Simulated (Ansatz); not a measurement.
Theory: DFT PBE, scalar-relativistic, plane waves, PAW in Ansatz. Settings: cutoff 420 eV, Γ-centred meshes spaced at most about 0.3 Å⁻¹, and about 0.25 Å⁻¹ or finer for metals (2π included), Gaussian smearing. Collinear spin in cells that started with moments and kept them past the coarse steps, no spin elsewhere.

These are static total energies at zero pressure.

Compare these two cells of GaO₄, each relaxed at this level.

A. (site moments O 1.3 (×2), 1.0 (×2) μB) Space group I4/mmm (No. 139), tetragonal, a = 3.961 Å, c = 6.944 Å. Ga has 6 O at 1.98 Å; O on a site of symmetry 4mm is surrounded by 1 Ga at 1.98 Å; O on a site of symmetry mmm is surrounded by 2 Ga at 1.98 Å.

B. (site moments O 1.2 (×4) μB) Space group Im-3m (No. 229), cubic, a = 4.793 Å. Around Ga lie 8 O at 2.08 Å; O has 2 Ga at 2.08 Å and 6 O at 2.40 Å.

Question: Which would you expect to be lower, and how large is the difference?

Answer: A is lower, by 65 meV/atom. A has space group I4/mmm (No. 139), 10.9 Å³/atom and no gap on its mesh; B has space group Im-3m (No. 229), 11.0 Å³/atom and no gap. Counting O atoms around Ga (those within 1.25 times the shortest such distance or 1.15 times the sum of covalent radii, 1.27 where that leaves under three), A has Ga 6 and B has Ga 8. Even the lower one lies +0.38 eV/atom against the reference forms of the elements (uncorrected), so neither is stable at this level. Both come from invented guesses. A third cell relaxed alike, in Pm-3m, lies 18 meV/atom below the lower of the two.

Weakly bound directions are ill-defined at this level, which has no dispersion term (I4/mmm), and this can change margins and order among such cells. Another magnetic order may lie lower. Cells relaxed within their symmetry can be saddle points.

The preference for A fits the small size of Ga³⁺, which is at home in four- or sixfold oxygen coordination. Eight neighbours in B stretch the Ga–O contacts from 1.98 to 2.08 Å and press the oxygens to within 2.40 Å of each other, too far for a bond but close enough for repulsion. This crowding probably accounts for much of the difference, since the volumes per atom are almost equal.

Both cells share a more basic problem. Gallium has only three valence electrons to give, far too few to fill the 2p shells of four oxygens, and its 3d shell is too deep to help. The large oxygen moments and missing gaps point to holes in the O 2p bands. Neither cell has the short O–O bonds by which peroxides and superoxides accommodate such a deficit, whereas elemental oxygen keeps its strong molecular bond. That explains the positive energy against the elements and suggests that arrangements with paired oxygens would lie lower. The comparison therefore ranks two unfavourable frameworks and doesn't identify the preferred structure of GaO₄.
